Question

The triethyl(amino)borate anion carries three ethyl groups and one NH₂ group on boron. Turning these groups about their single bonds gives different conformers, and the ten kept in the calculation are listed below. The first, third and fourth torsions place the end methyl of each ethyl group relative to nitrogen; the second describes the turn of the NH₂ group. Where the table says that a conformer has a mirror pair, its weight includes both mirror images.

Conformers of the triethyl(amino)borate anion (singlet, gas phase): PBE0-D3(BJ)/6-31G(d) energies (PySCF 2.14.0) on GFN2-xTB geometries (tblite 0.8.0). Free energies and weights at 298.15 K include GFN2-xTB quasi-harmonic terms, symmetry numbers and mirror images. Torsions: C1-C2-B3-N4, C2-B3-N4-H4, N4-B3-C5-C6, N4-B3-C7-C8, numbered as in CC[B-](N)(CC)CC.

```
number  torsions in degrees  point group  mirror pair  GFN2-xTB energy above its lowest (kcal/mol)  DFT energy above the lowest (kcal/mol)  free energy above the lowest (kcal/mol)  weight (%)
     1     (60,65,-64,-177)           C1          yes                                        0.000                                   0.000                                    0.000       45.80
     2     (175,65,-60,-51)           C1          yes                                        0.180                                   0.400                                    0.370       24.70
     3       (62,175,66,71)           C1          yes                                        0.690                                   0.960                                    0.840       11.10
     4     (68,180,54,-178)           C1          yes                                        0.220                                   0.930                                    0.930        9.60
     5      (63,169,-31,60)           C1          yes                                        1.330                                   1.860                                    1.720        2.50
     6      (180,58,66,-66)           Cs           no                                        0.430                                   1.320                                    1.810        2.20
     7       (50,57,27,-65)           C1          yes                                        1.330                                   1.760                                    1.890        1.90
     8     (60,60,-30,-176)           C1          yes                                        1.390                                   2.060                                    2.230        1.10
     9    (155,175,-52,177)           C1          yes                                        1.010                                   2.320                                    2.480        0.70
    10    (153,-58,-176,56)           C1          yes                                        1.100                                   2.500                                    2.660        0.50
```

(a) Use the ethyl torsions to divide the conformers into a low-energy and a high-energy group, and explain the division.

(b) Predict the weights from the DFT energies alone, treating all rows alike. Which conformer departs most from the prediction, and why?

(c) One conformer of the low-energy group has a smaller weight than one of the high-energy group. Is the cause found in (b) enough to exchange these two?

Model answer

(a) The ideal positions for an ethyl group are the staggered ones, with torsions near 60°, −60° or 180°. In conformers 1, 2, 3, 4 and 6 every ethyl group is close to such a position. In the other five, one ethyl group is turned away from it by 25° or more. All five twisted conformers lie above all five untwisted ones in DFT energy, and together they hold only 6.7 % of the weight.

The likely reason, argued here from the torsions because the table gives no distances, is crowding between methyl groups. In a staggered position, each end methyl stands opposite one of the three other groups on boron: nitrogen or one of the two other ethyls. If two methyls stand opposite the same group, their bonds run parallel, side by side, and ideal angles would put the two carbon atoms less than 3 Å apart. This is the contact known from pentane as the syn-pentane clash. Twisting one ethyl group moves the methyls apart, but it gives up the staggered position, and some of the crowding remains.

Conformers 3 and 5 show the difference. In conformer 3 all three torsions are near +60°, so the methyls follow one another round the boron like the blades of a propeller, and each stands opposite a different group. In conformer 5 one blade is reversed. Two methyls would then stand opposite the same ethyl group, and it is the reversed blade that has turned, to −31°. The DFT energy rises from 0.96 to 1.86 kcal/mol. This step isn't a fixed price per clash: between conformers 1 and 8, which the argument below also separates by one clash, it is 2.06 kcal/mol, and the turn of the NH₂ group may contribute to both steps.

The same reasoning covers the other twisted conformers. Conformer 7 also has one reversed blade, while in conformers 9 and 10 two methyls stand opposite nitrogen. Conformers 1, 6 and 8 each have one methyl opposite nitrogen and two torsions of opposite sign, a pattern that allows both a crowded and an uncrowded arrangement. The twist in conformer 8 points to the crowded one, and the regular torsions of 1 and 6 to the uncrowded one.

Crowding between methyl groups doesn't explain the order within the low-energy group. Conformers 1 and 6 have nearly the same ethyl positions, yet conformer 6 lies 1.32 kcal/mol higher. What still differs is the turn of the NH₂ group. In conformer 6 its two hydrogens lie symmetrically about the mirror plane, and each N–H bond runs alongside the C–CH₃ bond of a neighbouring ethyl group. In conformer 1 only one N–H bond can do so. The extra contact is a likely reason for the higher energy, but the table can't separate it from electronic effects of the nitrogen lone pair.

(b) Let E be the DFT energy above the lowest, R the gas constant and T the temperature. If all rows count alike, the predicted weight of a conformer is

w = exp(−E/RT) / Σ exp(−E/RT)

where the sum runs over all ten rows. No constant is adjusted. For nine conformers the weight in the table is between 0.74 and 1.26 times the prediction. For conformer 6 it is only 0.45 times: 2.2 % instead of 4.9 %.

Conformer 6 is the only one with a mirror plane. Each of the others is chiral in its momentary shape: its mirror image is a different arrangement of the same anion, with the same energy, and can be reached by turning about single bonds. Such a row therefore stands for two structures. Conformer 6 coincides with its own mirror image and stands for one. A factor g, equal to 2 for a mirror pair and 1 for conformer 6, belongs in front of each exponential.

In free energy, a factor g appears as −RT ln g. Conformer 6 is thus raised relative to the others by

RT ln 2 = 0.5925 kcal/mol × 0.693 = 0.41 kcal/mol

The table gives a free energy of 1.81 kcal/mol for conformer 6, which is 0.49 above its DFT energy. Counting accounts for 0.41 of this and leaves 0.08 kcal/mol.

The remainder comes from thermal terms such as vibrations. It is unremarkable, because the corresponding shifts of the other conformers run from −0.14 to 0.17 kcal/mol. With the correct counting, the DFT energies predict 2.5 % for conformer 6, close to the 2.2 % in the table. The large departure is therefore a matter of number, with no need for special strain or unusually stiff vibrations. The output below compares all ten rows.

(c) The two conformers are 6 and 5. By DFT energy, conformer 6 lies lower by 1.86 − 1.32 = 0.54 kcal/mol. Counting takes away 0.41 of this lead, so conformer 6 would still be slightly ahead. Counting alone isn't enough.

The thermal terms decide the order. They raise conformer 6 by 0.08 and lower conformer 5 by 0.14 kcal/mol, and the balance becomes

0.54 − 0.41 − 0.08 − 0.14 = −0.09 kcal/mol

Conformer 5 therefore ends up just ahead, with 2.5 % against 2.2 %. Such a small margin is hardly above the noise of the calculation, which is some hundredths of a kcal/mol. The halving of conformer 6 is a firm result; its place behind conformer 5 is not.

Remarks on the reasoning

The agreement in (b) must not be read as a test of the counting rule. The calculation itself counts mirror images, so the factor of two is bound to be present in the free energies. The comparison takes the shift of conformer 6 apart and shows that what is left is of ordinary size. A large remainder would have called for a second cause.

It would be a mistake to treat the 0.41 kcal/mol as a fixed energy penalty. It is an entropy term and grows in proportion to temperature, whereas the factor of two in the weight stays the same at every temperature. When such populations are carried over to another temperature, the count therefore stays as it is, while the exponential has to be worked out anew, with the thermal terms for that temperature.

The energies are less certain than the count. For conformer 6, GFN2-xTB gives 0.43 kcal/mol and DFT 1.32, a difference that changes the exponential at room temperature by more than a factor of four. The basis set lacks the diffuse functions that an anion needs, so the DFT value isn't a final reference either. A solvent or a counter-ion could also shift the weights. The conformer search flags all its relaxed structures as "loose", which may mean incomplete convergence, so small differences in torsions or thermal terms shouldn't be pressed.

The division in (a) is sturdier than the individual energies, since both methods, applied to the same GFN2-xTB geometries, place every twisted conformer above every untwisted one. They disagree about the order inside the twisted group. GFN2-xTB puts conformers 9 and 10 at its bottom, and DFT puts them at its top, with energies higher by 1.31 and 1.40 kcal/mol. The two methods thus agree on which group is higher in energy, but not on which of the twisted conformers is worst.

For a related flexible molecule that is achiral on average, the same two questions give a first guess. Do two end groups stand opposite the same neighbour on the central atom? If so, a twist and a higher energy are likely. Does the conformer coincide with its mirror image? If so, it has half the weight of a chiral conformer of equal energy, apart from differences in the thermal terms and in rotational symmetry.

Numerical output:

```
Rows compared:
  row  largest twist (degrees)  DFT less GFN2-xTB (kcal/mol)  free energy less DFT energy (kcal/mol)  share from DFT energy alone (%)  weight over that share
    1                        4                             0                                       0                            45.81                  0.9998
    2                        9                          0.22                                   -0.03                            23.32                   1.059
    3                       11                          0.27                                   -0.12                            9.063                   1.225
    4                        8                          0.71                                       0                            9.534                   1.007
    5                       29                          0.53                                   -0.14                            1.984                    1.26
    6                        6                          0.89                                    0.49                            4.936                  0.4457
    7                       33                          0.43                                    0.13                            2.349                  0.8089
    8                       30                          0.67                                    0.17                            1.416                   0.777
    9                       25                          1.31                                    0.16                           0.9128                  0.7668
   10                       27                           1.4                                    0.16                           0.6737                  0.7422
Highest DFT energy of an untwisted conformer (kcal/mol): 1.32
Lowest DFT energy of a twisted conformer (kcal/mol): 1.76
Gap between the two groups with DFT (kcal/mol): 0.44
Gap between the two groups with GFN2-xTB (kcal/mol): 0.32
Summed weight of the twisted conformers (%): 6.7
RT at 298.15 K (kcal/mol): 0.5925
RT ln 2, the cost of having no mirror twin (kcal/mol): 0.4107
Shift of conformer 6 left after this counting (kcal/mol): 0.07932
Lowest shift among the other conformers (kcal/mol): -0.14
Highest shift among the other conformers (kcal/mol): 0.17
Free energy of conformer 6 if it had a twin (kcal/mol): 1.399
Weight of conformer 6 if it had a twin (%): 4.305
Share of conformer 6 from DFT energy and correct counting (%): 2.531
```
